**Q:** I want to know how far I can trust a calculation on triplet AlB. The table lists an error for each method. An error with respect to what?

**A:** With respect to full configuration interaction (FCI), which lets the valence electrons occupy the available orbitals in every possible way. With the inner shells frozen, it is the exact answer within this small basis, not the answer of nature. The prefixes R and U say whether spin-up and spin-down electrons must share their orbitals or may have different ones.

Total-energy errors relative to FCI for neutral triplet AlB at a bond length of 2.28 Å, computed with Ansatz 0.2.0 in the cc-pVDZ basis, with noble-gas cores frozen in the correlated levels. R and U denote restricted and unrestricted orbitals; the valence space holds 6 electrons in 8 orbitals.

```tsv
level	this level less the reference (FCI, same basis) (meV)
RHF	3430.3
UHF	3322.0
RMP2	1145.5
UMP2	1132.3
CISD	353.6
RCCSD	187.6
UCCSD	181.8
RCCSD(T)	61.1
UCCSD(T)	60.0
BCCD(T)	55.1
RCCSDT	9.2
UCCSDT	8.5
RCCSDT(Q)	1.7
UCCSDT(Q)	1.1
CASSCF valence	1769.5
NEVPT2 valence	467.7
MRCISD valence	87.2
MRCISD+Q valence	-4.4
```

RHF uses a single determinant, so each electron feels only the average field of the others. Its error of 3430 meV is therefore the whole correlation energy, the gain from electrons avoiding one another. Each further method recovers a part of it, and what it leaves behind tells you what the method omits.

**Q:** RMP2 and CISD both excite at most two electrons from that determinant. Why is CISD so much better?

**A:** RMP2 recovers 67% of the correlation energy and CISD 90%, although both work with single and double excitations. The difference lies in how the excitations are treated. RMP2 estimates each one once, from orbital energies, as if the electrons stopped interacting after the jump. CISD lets the excited configurations mix with one another until the energy is as low as it can be.

In AlB this mixing should matter, because both atoms have empty p orbitals not far above the filled ones. A pair of electrons can jump into several of them, and these configurations attract further weight by coupling to each other. This is an argument from theory, which the table agrees with but does not test separately. I would look for the same weakness wherever a filled s shell lies close below empty p orbitals.

**Q:** CCSD is also built from singles and doubles. Yet RCCSD leaves 188 meV and CISD leaves 354 meV. Where does the gain come from?

**A:** From products. Imagine two electron pairs far apart, each excited with a small amplitude. Some of the time both are excited at once, and the amplitude for that is simply the product of the two. Seen from the whole system, this is a fourfold excitation, so CISD leaves it out, while CCSD includes it automatically.

AlB has two doubly occupied valence orbitals and two unpaired electrons, which is enough for such products to count. New fourfold processes, those that are not products, seem to be small: the (Q) step, which estimates them, lowers the energy by only 7.5 meV. If you replaced an atom by one that adds electron pairs, the number of products would grow, and CISD would tend to fall further behind.

**Q:** I had hoped that RCCSD(T) would be enough. Here it is still wrong by 61 meV, about 6 kJ/mol. Is that because the starting orbitals are poor?

**A:** That is a fair suspicion, since the single excitations in the coupled-cluster wavefunction are large, and large singles mean that the orbitals want to change. BCCD tests it by rotating the orbitals until the singles vanish. Without its triples correction, BCCD would be off by 187 meV, almost exactly as RCCSD is. With the correction, BCCD(T) still misses 55 meV. Better orbitals therefore do not cure the error.

The triples do. Treated in full, in RCCSDT, they lower the RCCSD energy by 178 meV, whereas the correction (T) supplies only 127 meV. The letter in brackets marks the same shortcut as in RMP2: the triples are estimated once, from finished CCSD amplitudes and orbital energies. They can neither interact with each other nor act back on the doubles.

This feedback is visible in the wavefunction. The largest double-excitation amplitude grows from about 0.10 in RCCSD to about 0.14 once the triples take full part. At least one double excitation thus carries more weight than (T) assumes. How the shortfall divides between feedback and coupling among the triples, these energies do not tell.

**Q:** If several configurations matter, shouldn't I start from all of them? CASSCF does that, and its error is 1770 meV.

**A:** CASSCF spreads the six valence electrons over the eight valence orbitals in every possible way. This captures the mixing of configurations that lie close in energy, and with it about half of the correlation energy. It leaves out most of the short-range avoidance, which needs the many higher orbitals. CASSCF is a starting point, to be compared with RHF and not with CCSD. One caution: such a calculation can settle on a solution above the lowest one, and the data at hand do not let us check this here. What follows assumes that it did not.

NEVPT2 and MRCISD then add the higher orbitals. NEVPT2 does so in second order, as RMP2 does from RHF, and MRCISD by letting singles and doubles mix, as CISD does.

**Q:** So do they win only because they have less left to recover?

**A:** That can be tested with a simple rule. Suppose that a given treatment always leaves the same fraction of what its starting point lacked. RMP2 leaves 1145.5 of 3430.3 meV, which is one third. Applied to the CASSCF error, the rule predicts for NEVPT2

$$1769.5 \times \frac{1145.5}{3430.3} \approx 591\ \text{meV}.$$

The computed error is 468 meV. The same step from CISD to MRCISD predicts 182 meV, and the computed error is 87 meV. No constant was fitted to any row, and the printed analysis below gives both comparisons.

The rule gets the order of magnitude right but is too pessimistic both times, by a factor of two for MRCISD. The better start thus does more than shorten the way. For MRCISD theory supplies the reason: a double excitation from a configuration in which two electrons have already moved is a fourfold excitation of the main determinant. From a configuration in which one electron has moved, it is a threefold one. MRCISD so regains many of the products that CISD lacks, and many of the triples as well. For NEVPT2 the comparison is less clean, because it also describes the unperturbed electrons differently from RMP2.

NEVPT2 nevertheless remains worse than plain CISD, by 114 meV. For this total energy, the good start does not make up for a second-order treatment of everything else. The ranking need not hold for energy differences, such as those along a stretched bond, where a balanced start counts for more.

**Q:** UHF lies 108 meV below RHF. Should I prefer the unrestricted methods?

**A:** Not on that evidence. A pure triplet has a squared spin of 2, and the UHF solution has 2.21, so some higher spin is mixed in. The other U rows start from a different determinant, with a squared spin of 2.01 and an energy 20 meV higher. You should therefore not read UHF and UMP2 as two steps of one series.

That cleaner determinant already lies 88 meV below RHF. Most of the gain thus comes with hardly any spin contamination, simply from letting the two spins have different orbitals. The choice loses its importance as correlation is treated more completely: RMP2 and UMP2 still differ noticeably, but RCCSD(T) and UCCSD(T) by only about 1 meV.

**Q:** Then which digits may I use, and would a larger basis change them?

**A:** The frozen inner shells may differ between methods by up to 20 meV. The large steps are safe: second order against CISD, CISD against CCSD, and perturbative against full triples. The order of RCCSDT(Q) and MRCISD+Q is not. The slightly negative error of MRCISD+Q is no sign of a fault, since +Q adds an estimate that may overshoot the exact energy.

A larger basis would change the reference as well. It gives the electrons more room to avoid each other at short range, so the FCI energy itself would fall. RHF gains little from that room, so its error should grow, and the other errors would shift too. An error of a few meV here means that a method solves this basis well, not that the energy is that close to experiment.

What you would measure is a bond energy, and there part of each error cancels against the error of the separate atoms. RCCSD(T) lies 52 meV above RCCSDT in the molecule. How much of that remains once boron and aluminium have been treated in the same way is the question to settle before 6 kJ/mol is called the error of the bond.

Output of the analysis:

```
share of the correlation energy recovered by RMP2, percent: 66.61
share of the correlation energy recovered by CISD, percent: 89.69
share of the correlation energy recovered by RCCSD, percent: 94.53
share of the correlation energy recovered by RCCSD(T), percent: 98.22
share of the correlation energy recovered by CASSCF, percent: 48.42
error of CISD less error of RCCSD, meV: 166
lowering from RCCSD by perturbative triples, meV: 126.5
lowering from RCCSD by full triples, meV: 178.4
perturbative triples as share of full triples, percent: 70.91
error of RCCSD(T) less error of RCCSDT, meV: 51.9
lowering from RCCSDT by (Q), meV: 7.5
error of BCCD without (T), meV: 186.5
RHF less UHF, meV: 108.3
RHF less the nearly spin-pure unrestricted determinant, meV: 87.88
RCCSD(T) less UCCSD(T), meV: 1.1
error of NEVPT2 less error of CISD, meV: 114.1
share of the energy missing after CASSCF that NEVPT2 recovers, percent: 73.57
share of the energy missing after CASSCF that MRCISD recovers, percent: 95.07
NEVPT2 error predicted by the same-fraction rule, meV: 590.9
NEVPT2 prediction less computed error, meV: 123.2
MRCISD error predicted by the same-fraction rule, meV: 182.4
MRCISD prediction less computed error, meV: 95.2
lowering from MRCISD by +Q, meV: 91.6
error of RCCSD(T), kJ/mol: 5.895
```
